Given the exact fermion propagator, I want to know how much of the fermion--photon vertex follows from gauge invariance and regularity alone. I derive the Ward--Takahashi identity, solve it, state in which sense the solution is unique, and put numbers on it for QED$_3$ with $N=2$.

\section*{Premises and conventions}

I use $\hbar=c=1$, metric $(+,-,-)$, $\{\gamma^\mu,\gamma^\nu\}=2g^{\mu\nu}$, $\sigma^{\mu\nu}=\tfrac12[\gamma^\mu,\gamma^\nu]$ (no factor $i$), $\sigma(a,b)=\sigma^{\mu\nu}a_\mu b_\nu$, and $\not a=\gamma^\mu a_\mu$. The Lagrangian is
\begin{equation}
\mathcal L=\sum_{f=1}^{N}\bar\psi_f(i\not\partial-e\not{\mathcal A}-m)\psi_f-\tfrac14F^2-\frac{(\partial\cdot\mathcal A)^2}{2\xi}.
\end{equation}
$N$ counts four-component spinors, so $N=2$ means four two-component fields. The three $\gamma^\mu$ are $4\times4$, the trace of three of them vanishes, and the mass term respects parity. In $d=3$ the coupling $e^2$ has the dimension of mass and serves as my unit. The full propagator is $iS(p)$, the photon propagator is $-iD_{\mu\nu}$, and the one-particle-irreducible (1PI) vertex is $-ie\Gamma^\mu(p,k)$, with $k$ incoming, $p$ outgoing, and
\begin{equation}
q=p-k,\qquad t=p+k,\qquad \Delta=p^2-k^2=q\cdot t .
\end{equation}
My premises are these.
(P1) The regulator keeps gauge invariance.
(P2) The vacuum keeps the Lorentz group, parity and charge conjugation, and Green functions are built from $1$ and the three $\gamma^\mu$, as every Feynman diagram is. Then
\begin{equation}
S^{-1}(p)=A(p^2)\not p-B(p^2).
\end{equation}
(P3) $A$ and $B$ are continuously differentiable on the interval between $k^2$ and $p^2$.
(P4) At fixed $p$, $\Gamma^\mu(p,p-q)$ has a limit for $q\to0$ that does not depend on the direction of $q$.
I write $A_p=A(p^2)$ and so on.

\section*{The Ward--Takahashi identity}

In the functional integral for $\langle T\psi(y)\bar\psi(z)\rangle$ I change variables, $\psi_f\to e^{i\theta(x)}\psi_f$, $\bar\psi_f\to e^{-i\theta(x)}\bar\psi_f$, at fixed $\mathcal A$. The Jacobians of $\psi$ and $\bar\psi$ cancel by (P1). The action changes by $-\int\partial_\mu\theta\,j^\mu=\int\theta\,\partial_\mu j^\mu$ with $j^\mu=\sum_f\bar\psi_f\gamma^\mu\psi_f$. The integral cannot depend on $\theta$, so the term linear in $\theta(x)$ vanishes:
\begin{equation}
\partial_\mu\langle Tj^\mu(x)\psi(y)\bar\psi(z)\rangle=[\delta(x-z)-\delta(x-y)]\,\langle T\psi(y)\bar\psi(z)\rangle .
\end{equation}
I set $z=0$ and define $G^\mu=\int d^3x\,d^3y\,e^{-iqx+ipy}\langle Tj^\mu(x)\psi(y)\bar\psi(0)\rangle$. Partial integration turns the left side into $iq_\mu G^\mu$. The first delta function gives $iS(p)$ and the second $iS(p-q)=iS(k)$. Hence $q_\mu G^\mu=S(p)-S(k)$.

$G^\mu$ equals $iS(p)\Gamma^\mu\,iS(k)$ plus the terms in which the current is joined to the fermion line by a single photon. These start with the polarisation tensor $\Pi^{\mu\nu}(q)$. The same change of variables applied to $\langle j^\nu\rangle$, which is neutral, gives $q_\mu\Pi^{\mu\nu}=0$, so they drop out of the divergence. What is left is $-S(p)\,q_\mu\Gamma^\mu S(k)=S(p)-S(k)$, and multiplying by $S^{-1}(p)$ from the left and $S^{-1}(k)$ from the right,
\begin{equation}
q_\mu\Gamma^\mu(p,k)=S^{-1}(p)-S^{-1}(k). \label{wti}
\end{equation}
This is Takahashi's identity (1957). At tree level it reads $\not q=\not p-\not k$, which confirms the sign. Now put $q=\epsilon n$, divide by $\epsilon$ and let $\epsilon\to0$. By (P4) the left side tends to $n_\mu\Gamma^\mu(p,p)$ with the same $\Gamma^\mu(p,p)$ for every $n$, so Ward's identity (1950) follows:
\begin{equation}
\Gamma^\mu(p,p)=\frac{\partial S^{-1}}{\partial p_\mu}=A\gamma^\mu+2p^\mu\not p\,A'-2p^\mu B', \label{ward}
\end{equation}
the prime meaning $d/dp^2$.

\section*{Counting structures}

Take $p$ and $k$ not collinear and let $n$ be the unit vector normal to their plane. The algebra generated by the three $\gamma^\mu$ has eight elements: the set $M=\{1,\not q,\not t,\sigma(q,t)\}$, even under the reflection $n\to-n$, and $\not n M$, odd under it. The reflection leaves $p$ and $k$ fixed, so by parity the two in-plane components of $\Gamma^\mu$ lie in the span of $M$ and the normal component lies in the span of $\not nM$. That makes $3\times4=12$ scalar amplitudes, the same count as in $d=4$. Contraction with $q_\mu$ maps this space onto the four-dimensional span of $M$. Its kernel, the transverse space, has dimension $12-4=8$. Equation \eqref{wti} therefore fixes four amplitudes, once I have chosen four tensors that complement the kernel.

\section*{The choice that fails}

The quickest choice is $q^\mu M$, which gives $\Gamma^\mu_{\rm naive}=q^\mu[S^{-1}(p)-S^{-1}(k)]/q^2$. It satisfies \eqref{wti}, but it has a pole on $q^2=0$ that no intermediate state explains, and its limit $n^\mu n_\nu\,\partial^\nu S^{-1}/n^2$ depends on the direction of $q$. Even for the free theory it gives $q^\mu\not q/q^2$ in place of $\gamma^\mu$. The true vertex then needs a transverse remainder with the opposite pole. I call such a singularity kinematic: it comes from the tensor basis and cancels in the sum. I want a complement for which this does not happen.

\section*{The Ball--Chiu solution}

Equation \eqref{ward} shows which tensors survive at $q=0$: $\gamma^\mu$, $p^\mu\not p$ and $p^\mu$. Charge conjugation tells me how to continue them to $p\neq k$. With $C\gamma^\mu C^{-1}=-\gamma^{\mu T}$ it requires $C\,\Gamma^\mu(p,k)\,C^{-1}=-\Gamma^\mu(-k,-p)^T$, under which $t\to-t$ and $q\to q$. The tensors with definite behaviour are
\begin{equation}
L_1^\mu=\gamma^\mu,\quad L_2^\mu=t^\mu\not t,\quad L_3^\mu=t^\mu,\quad L_4^\mu=\sigma^{\mu\nu}t_\nu ,
\end{equation}
where the coefficients of $L_1,L_2,L_3$ must be symmetric under $p^2\leftrightarrow k^2$ and that of $L_4$ antisymmetric. Their divergences are $\not q$, $\Delta\not t$, $\Delta$ and $\sigma(q,t)$. For $\Delta\neq0$ these span $M$, so the $L_i$ complement the kernel and I may write $\Gamma^\mu=\sum_i\lambda_iL_i^\mu+\Gamma_T^\mu$ with $q_\mu\Gamma_T^\mu=0$.

On the right of \eqref{wti} I insert $p=(t+q)/2$, $k=(t-q)/2$:
\begin{equation}
S^{-1}(p)-S^{-1}(k)=\tfrac12(A_p+A_k)\not q+\tfrac12(A_p-A_k)\not t-(B_p-B_k).
\end{equation}
The four elements of $M$ are linearly independent, so I compare coefficients one by one:
\begin{equation}
\lambda_1=\frac{A_p+A_k}{2},\quad\lambda_2=\frac{A_p-A_k}{2\Delta},\quad\lambda_3=-\frac{B_p-B_k}{\Delta},\quad\lambda_4=0 .
\end{equation}
The first three are symmetric, as charge conjugation demands. Collected,
\begin{equation}
\Gamma_{BC}^\mu=\frac{A_p+A_k}{2}\gamma^\mu+\frac{(p+k)^\mu}{p^2-k^2}\left[\frac{A_p-A_k}{2}(\not p+\not k)-(B_p-B_k)\right], \label{bc}
\end{equation}
the form given by Ball and Chiu (1980). It satisfies \eqref{wti} identically, so collinear momenta, excluded in the counting, need no separate treatment.

Regularity. No power of $1/q^2$ appears. The denominator $\Delta$ occurs only in divided differences, and
\begin{equation}
\frac{A_p-A_k}{p^2-k^2}=\int_0^1ds\,A'(k^2+s\Delta),
\end{equation}
likewise for $B$. By (P3) this is continuous through $p^2=k^2$, whether $q$ vanishes there or not. The only singularities of $\Gamma_{BC}$ are those of $A$ and $B$, which are dynamical.

The limit $k\to p$. Here $\lambda_1\to A$, $\lambda_2\to A'/2$, $\lambda_3\to-B'$ and $t\to2p$, so $\Gamma^\mu_{BC}\to A\gamma^\mu+2p^\mu\not pA'-2p^\mu B'$ from every direction. This is \eqref{ward}. Therefore
\begin{equation}
\lim_{k\to p}\Gamma_T^\mu(p,k)=0 , \label{vanish}
\end{equation}
a consequence of (P3) and (P4) that involves no transverse basis.

\section*{The eight transverse tensors}

I take
\begin{align}
T_1^\mu&=p^\mu\,k\cdot q-k^\mu\,p\cdot q=\tfrac12(q^\mu\Delta-t^\mu q^2), & T_2^\mu&=T_1^\mu\not t,\nonumber\\
T_3^\mu&=q^2\gamma^\mu-q^\mu\not q, & T_4^\mu&=q^2\sigma^{\mu\nu}t_\nu-q^\mu\sigma(q,t),\nonumber\\
T_5^\mu&=\sigma^{\mu\nu}q_\nu, & T_6^\mu&=\Delta\gamma^\mu-t^\mu\not q,\nonumber\\
T_7^\mu&=\Delta\,\sigma^{\mu\nu}t_\nu-t^\mu\sigma(q,t), & T_8^\mu&=\tfrac12\{\gamma^\mu,\sigma(p,k)\}.
\end{align}
Contraction with $q_\mu$ gives zero at sight for $T_1$ to $T_7$, using $q\cdot t=\Delta$ and $\sigma(q,q)=0$. $T_8$ is the totally antisymmetric product $\gamma^{[\mu}\gamma^\nu\gamma^{\rho]}p_\nu k_\rho$, which vanishes when contracted with a vector in the plane of $p$ and $k$. Since $\sigma(p,k)=\tfrac12\sigma(q,t)$ and $\Delta=q\cdot t$, every $T_i$ is at least linear in $q$.

To see independence, suppose $\sum\tau_iT_i^\mu=0$ with $q^2\ne0$. The normal component is $\not n\,[(q^2\tau_3+\Delta\tau_6)+\tau_5\not q+(q^2\tau_4+\Delta\tau_7)\not t+\tau_8\sigma(p,k)]$, so $\tau_5=\tau_8=0$, $\tau_3=-\Delta\tau_6/q^2$, $\tau_4=-\Delta\tau_7/q^2$. With
\begin{equation}
q^2T_6^\mu-\Delta T_3^\mu=2T_1^\mu\not q,\qquad q^2T_7^\mu-\Delta T_4^\mu=2T_1^\mu\sigma(q,t)
\end{equation}
the remainder is $T_1^\mu[\tau_1+\tau_2\not t+2\tau_6\not q/q^2+2\tau_7\sigma(q,t)/q^2]$, and all $\tau_i$ vanish. Eight independent elements of an eight-dimensional space form a basis, so $\Gamma_T^\mu=\sum_{i=1}^8\tau_i(p^2,k^2,q^2)T_i^\mu$. The identity says nothing about the $\tau_i$. That each $T_i$ vanishes at $p=k$ gives \eqref{vanish} only if the $\tau_i$ do not grow too fast, and (P4) is what guarantees this for the sum.

\section*{In which sense it is unique}

Given the four $L_i$, the $\lambda_i$ are unique and do not depend on the transverse basis. Among all regular solutions of \eqref{wti}, however, $\Gamma_{BC}$ is one member of a family. The part proportional to the unit matrix shows the whole mechanism. Write it as $a\,t^\mu+b\,q^\mu$. Charge conjugation makes $b$ antisymmetric under $p^2\leftrightarrow k^2$, so a smooth $b$ is $\Delta\,\tilde b$ with smooth $\tilde b$. Equation \eqref{wti} gives $a\Delta+\tilde b\Delta q^2=-(B_p-B_k)$, and then
\begin{equation}
a\,t^\mu+b\,q^\mu=\lambda_3t^\mu+2\tilde b\,T_1^\mu .
\end{equation}
Every smooth solution is $\lambda_3L_3$ plus a smooth multiple of $T_1$, and any smooth symmetric $\tilde b$ is allowed. A concrete rival is the line integral $\int_0^1ds\,\partial^\mu S^{-1}(k+sq)$, which also obeys \eqref{wti} and \eqref{ward}. For $B=\beta\,(p^2)^2$ its scalar part is $-4\beta\int_0^1ds\,(k+sq)^\mu(k+sq)^2$, and it differs from $\lambda_3t^\mu=-\beta(p^2+k^2)t^\mu$ by the polynomial $-\tfrac23\beta\,T_1^\mu$. What singles out \eqref{bc} is that its vector index sits only on $\gamma^\mu$ and $t^\mu$ and that its coefficients depend on $p^2$ and $k^2$ but not on $q^2$. The exact content is \eqref{wti} and \eqref{ward}; the split away from $q=0$ is a convention free of kinematic singularities. The name longitudinal does not mean parallel to $q$: the projector $\mathcal P_{\mu\nu}(q)=g_{\mu\nu}-q_\mu q_\nu/q^2$ annihilates neither $\gamma^\nu$ nor $t^\nu$, so $\Gamma_{BC}$ couples to transverse photons.

\section*{Range of validity}

Equation \eqref{bc} solves \eqref{wti} at any coupling, any $N$, any $\xi$, and for bare or spontaneously generated $B$. The algebra never used $d=3$ beyond the counting. It is linear in $S^{-1}$, so it is consistent with a common rescaling of $S^{-1}$ and $\Gamma$ ($Z_1=Z_2$). $A$, $B$ and the $\lambda_i$ depend on the gauge. The limits are those of the premises. (P1) excludes a sharp momentum cutoff, and the abelian change of variables does not cover colour vertices. (P2) fails in axial or Coulomb gauge, at finite temperature or density, where $S^{-1}$ has more structures. (P3) holds for spacelike momenta; it fails at branch points of $A$ and $B$, that is at the mass shell, and at $p^2=0$ for massless fermions. (P4) can be weaker than analyticity in $q$, as the example below shows. Finally, $\Gamma_{BC}$ carries no information on the $\tau_i$, among them $\tau_5$, which contributes to the anomalous magnetic moment. Using \eqref{bc} alone in a Dyson--Schwinger equation is a truncation that \eqref{wti} does not control.

\section*{QED$_3$ at order $1/N$}

My model for $A$ and $B$ is the first order in $1/N$ at fixed $Ne^2$, in Landau gauge $\xi=0$, to first order in a small bare mass $m$. Momenta are spacelike, $p^2=-P^2$, with capitals for Euclidean lengths.

One integral does double duty. In dimensional regularisation at $d=3$, $\int\frac{d^3L}{(2\pi)^3}\frac{1}{L^2(L+Q)^2}=\frac1{8Q}$. The shift $L\to-L-Q$ gives $-Q^\beta/(16Q)$ for the numerator $L^\beta$. For $L^\alpha L^\beta$ I write $a\delta^{\alpha\beta}+bQ^\alpha Q^\beta$. The trace is scaleless, $3a+bQ^2=0$. Contracting with $Q_\alpha$ and using $2L\cdot Q=(L+Q)^2-L^2-Q^2$ gives $a+bQ^2=Q/32$. So $a=-Q/64$, $bQ^2=3Q/64$, and the numerator $(L+Q)^\alpha L^\beta$ yields $-(Q/64)(\delta^{\alpha\beta}+Q^\alpha Q^\beta/Q^2)$. In Minkowski components this is $+(Q/64)(g^{\alpha\beta}+q^\alpha q^\beta/q^2)$. With $\gamma_\alpha\gamma^\mu\gamma^\alpha=-\gamma^\mu$ and $\not q\gamma^\mu\not q=2q^\mu\not q-q^2\gamma^\mu$, for massless $S_0$,
\begin{equation}
\int\frac{d^3L}{(2\pi)^3}\,S_0(\ell+q)\gamma^\mu S_0(\ell)=-\frac{Q}{32}\,\mathcal P^{\mu}{}_{\nu}(q)\gamma^\nu . \label{bubble}
\end{equation}
The fermion loop, $i\Pi^{\mu\nu}=-N(-ie)^2\int\frac{d^3\ell}{(2\pi)^3}\mathrm{tr}[\gamma^\nu iS_0\gamma^\mu iS_0]$ with $d\ell^0=i\,dL^0$, is then $\Pi^{\mu\nu}=\alpha Q\,\mathcal P^{\mu\nu}$, and the geometric series gives
\begin{equation}
D_{\mu\nu}(q)=-\frac{\mathcal P_{\mu\nu}(q)}{Q^2+\alpha Q},\qquad\alpha=\frac{Ne^2}{8}.
\end{equation}
For $N=2$, $\alpha=e^2/4$. The loop has no term linear in $m$ at $Q\gg m$.

With $S^{-1}=\not p-m-\Sigma$, the Feynman rules give after rotation
\begin{equation}
\Sigma(p)=e^2\!\int\!\frac{d^3L}{(2\pi)^3}\gamma^\alpha S_0(\ell)\gamma^\beta D_{\alpha\beta}(p-\ell),\qquad
\Lambda^\mu=e^2\!\int\!\frac{d^3L}{(2\pi)^3}\gamma^\alpha S_0(\ell+q)\gamma^\mu S_0(\ell)\gamma^\beta D_{\alpha\beta}(k-\ell), \label{oneloop}
\end{equation}
where $\Gamma^\mu=\gamma^\mu+\Lambda^\mu$; the diagrams with a three-photon fermion loop cancel by Furry's theorem. Since $S_0(\ell+q)\not qS_0(\ell)=S_0(\ell)-S_0(\ell+q)$, I get $q_\mu\Lambda^\mu=\Sigma(k)-\Sigma(p)$, so the model obeys \eqref{wti} by itself.

For a photon momentum $w$, $\mathcal P_{\alpha\beta}(w)\gamma^\alpha\gamma^\beta=2$ and $\mathcal P_{\alpha\beta}(w)\gamma^\alpha\not a\gamma^\beta=-2(w\cdot a)\not w/w^2$. I integrate over $w=p-\ell$ with $u=W/P$, $x=\alpha/P$, $c$ the cosine between $W$ and $P$, $e^2=8\alpha/N$, and $g=4/(\pi^2N)$. Then
\begin{equation}
\frac{B}{m}=1+g\,x\,J(x),\qquad A=1+g\,x\,H(x),
\end{equation}
\begin{equation}
J=\int_0^\infty\!\frac{du}{u+x}\,\mathcal{L}_u,\qquad H=\int_0^\infty\!\frac{u\,du}{u+x}\,\kappa(u),\qquad\mathcal{L}_u=\ln\left|\frac{1+u}{1-u}\right| ,
\end{equation}
where $\mathcal L_u=u\int_{-1}^1dc\,(1+u^2-2uc)^{-1}$ and, with $1+u^2-2uc$ as integration variable,
\begin{equation}
\kappa(u)=\int_{-1}^{1}dc\,\frac{c(c-u)}{1+u^2-2uc}=\frac{1-u^4}{4u^3}\mathcal{L}_u-\frac{1-u^2}{2u^2}.
\end{equation}
The substitution $u=(1-v)/(1+v)$ and partial fractions give $J=\pi^2/4+2\chi_2(r)$, with $r=(1-x)/(1+x)$ and $\chi_2(r)=\sum_{n\ge0}r^{2n+1}/(2n+1)^2$. For $H$ I split the rational factors into partial fractions in $u$ and use the primitives $(1+u)\ln(1+u)+(1-u)\ln|1-u|$ of $\mathcal L_u$ and $u+\tfrac12(u^2-1)\mathcal L_u$ of $u\mathcal L_u$, the inversion $u\to1/u$ for $\mathcal L_u/u^2$, and $\int_0^\infty\mathcal L_u\,du/u=\pi^2/2$. The end-point divergences cancel and
\begin{equation}
H=\frac{x+x^{-1}}{2}+\frac{x-x^{-1}}{2}\ln x-\frac{\pi^2}{8x^2}+\frac{x^{-2}-x^2}{4}J .
\end{equation}
Two limits fix the reading. Because $\kappa(1/u)=-u^2\kappa(u)$, $H(0)=0$; with $J(0)=\pi^2/2$ the unscreened one-loop result is $A=1$, $B/m=1+e^2/(4P)$. For $P\ll\alpha$, the tails $\kappa\to-2/(3u^2)$ and $\mathcal L_u\to2/u$ give $A-1\simeq-\tfrac23g\ln x$ and $B/m-1\simeq2g\ln x$. At $N=2$, $2g=0.41$, so the expansion is lost below $\alpha$ and I stay above it.

\section*{Numbers for $N=2$}

Here $g=2/\pi^2=0.20264$. I choose $P=e^2$ ($x=1/4$, $r=3/5$) and $K=e^2/2$ ($x=1/2$, $r=1/3$). Four decimals are kept only so that differences can be formed.
\begin{center}
\begin{tabular}{lcccc}
 & $J$ & $H$ & $A$ & $B/m$\\
$P=e^2$ & 3.7231 & $-0.1807$ & 0.9908 & 1.1886\\
$K=e^2/2$ & 3.1426 & $-0.2187$ & 0.9778 & 1.3184
\end{tabular}
\end{center}
With $\Delta=-(P^2-K^2)=-0.75\,e^4$ the model's Ball--Chiu coefficients, at any angle between $p$ and $k$, are
\begin{equation}
\lambda_1=0.984,\qquad\lambda_2=-0.0087\,e^{-4},\qquad\lambda_3=-0.17\,m\,e^{-4}.
\end{equation}
The dimensionless weight of the second term is at most $|\lambda_2|(P+K)^2=0.02$. Without screening I would have $\lambda_1=1$, $\lambda_2=0$ and, from $B/m-1=0.25$ and $0.50$, $\lambda_3=-0.33\,m\,e^{-4}$. The two flavours halve $\lambda_3$ and produce all of $\lambda_2$.

How far do these numbers describe QED$_3$ itself? Dropping higher powers of the mass costs relative terms of order $m/\alpha$, and I assume that $m$ exceeds any spontaneously generated mass at these momenta; whether one exists at $N=2$ is not decided at this order. The $1/N^2$ terms are more serious. One of them I can evaluate, the next rung of the ladder, in which $m$ in $\Sigma$ is replaced by $m\,b_1(L)$ with $b_1=gxJ$ at $x=\alpha/L$. Doing the angular integral at fixed $L$,
\begin{equation}
b_2(P)=\frac{g\alpha}{P}\int_0^\infty\frac{dL}{L}\,b_1(L)\ln\frac{P+L+\alpha}{|P-L|+\alpha}.
\end{equation}
Quadrature gives $b_2=0.047$ at $e^2$ and $0.12$ at $e^2/2$, which shifts $\lambda_3$ by a fraction $0.5$ of its value, with the same sign. So $\lambda_3$ is known in sign and rough size only. For $A$ the natural second-order scale is $g^2=0.041$, larger than $1-A$ itself, which is small through the Landau-gauge cancellation $H(0)=0$. I trust $\lambda_1\approx1$ to a few per cent and regard $\lambda_2$ as a property of the model.

The model also shows what \eqref{bc} leaves out. For $m\ll Q\ll P$ the region $L\sim Q$ of $\Lambda^\mu$ in \eqref{oneloop} has the photon momentum close to $p$, and \eqref{bubble} gives the leading term non-analytic in $q$:
\begin{equation}
\Lambda^\mu\ni-\frac{e^2Q}{16(P^2+\alpha P)}\,\frac{\mathcal P^{\mu}{}_{\nu}(q)\,p^\nu\not p}{p^2}.
\end{equation}
It is transverse, as it must be, because $\Gamma_{BC}$ is analytic in $q$ at $P\neq0$. Since $T_1^\mu=-q^2\mathcal P^\mu{}_\nu p^\nu$, it corresponds to $\tau_2\propto1/Q$, a dynamical singularity from the threshold of a nearly massless pair. It depends on the direction of $q$ but vanishes like $Q$, so (P4) and \eqref{vanish} hold. At $P=e^2$, $N=2$ its coefficient is $0.05\,Q/e^2$. Extrapolated to $Q=0.4\,e^2$, as an estimate at the edge of the expansion, it reaches $0.02$, the size of the $\lambda_2$ term. In this model the identity fixes the $\not p\,p^\mu$ structure exactly at $q=0$, and a transverse piece of equal weight enters once $Q$ is a few tenths of $e^2$.